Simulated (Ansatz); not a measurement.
Strength of the Si–H bond: SiH2(SiH3)Cl → SiH2(SiH2)Cl + H

Species: SiH2(SiH3)Cl, singlet; SiH2(SiH2)Cl, doublet; H atom, doublet. 

Shapes, held fixed at every level: PBE0-D4/def2-TZVP. Flexible molecules stand in one conformer, not always the lowest. Programs: Ansatz 0.2.0. The zero-point and thermal change to 298 K, harmonic and unscaled (PBE0-D4/def2-TZVP), is -18.7 kJ/mol.

```
               level                    kind  ΔH(298 K) (kJ/mol)  less CCSD(T)/CBS estimate  CPU time (sum over the molecules)
    SPW92/def2-TZVPP                     LDA              +389.2                      +13.9                              5.7 s
r2SCAN-D4/def2-TZVPP                meta-GGA              +353.8                      -21.5                               24 s
 B3LYP-D4/def2-TZVPP           global hybrid              +367.4                       -7.9                               19 s
  wB97M-V/def2-TZVPP  range-separated hybrid              +374.4                       -0.9                               50 s
  wB97X-V/def2-TZVPP  range-separated hybrid              +375.0                       -0.3                               40 s
        MP2/def2-SVP     perturbation theory              +344.2                      -31.1                                  –
  CCSD(T)/def2-TZVPP   coupled cluster or CI              +367.7                       -7.6                            4.1 min
CCSD(T)/CBS estimate   coupled cluster or CI              +375.3                        0.0                            5.1 min
```

The highest level, CCSD(T)/CBS estimate, gives ΔH(298 K) = +375.3 kJ/mol; the levels span +344.2 to +389.2. The column of differences is taken from that level and isn't an error. No measured value is set beside it here. Open shells run unrestricted unless RO is named. The CBS estimate extrapolates MP2 from def2-TZVPP and def2-QZVPP and adds CCSD(T) − MP2 in the triple-zeta set, cores frozen. Times are processor times on shared x86 and Arm servers, and rough.

Removing hydrogen from the unchlorinated silicon costs +375.3 kJ/mol at the highest level, the mark of a strong, largely covalent Si–H bond. The radical left behind gains little from delocalisation: silyl radicals are pyramidal, with the unpaired electron in an orbital of considerable s character centred on silicon, and chlorine sits on the neighbouring atom, where it can act only indirectly.

Homolysis also breaks up a correlated electron pair, and the departing hydrogen atom has no correlation energy of its own. An incomplete basis therefore tends to make the bond too weak, which explains the rise from +367.7 to +375.3 kJ/mol between the two coupled-cluster entries. B3LYP's closeness to the lower of these is thus probably fortuitous, whereas both range-separated hybrids lie close to the extrapolated value. The low MP2 result can't be assigned to the perturbation treatment alone, since its basis is smaller still.

Whether chlorine strengthens or weakens the Si–H bonds on its own silicon remains open, as only cleavage at the other end was computed.
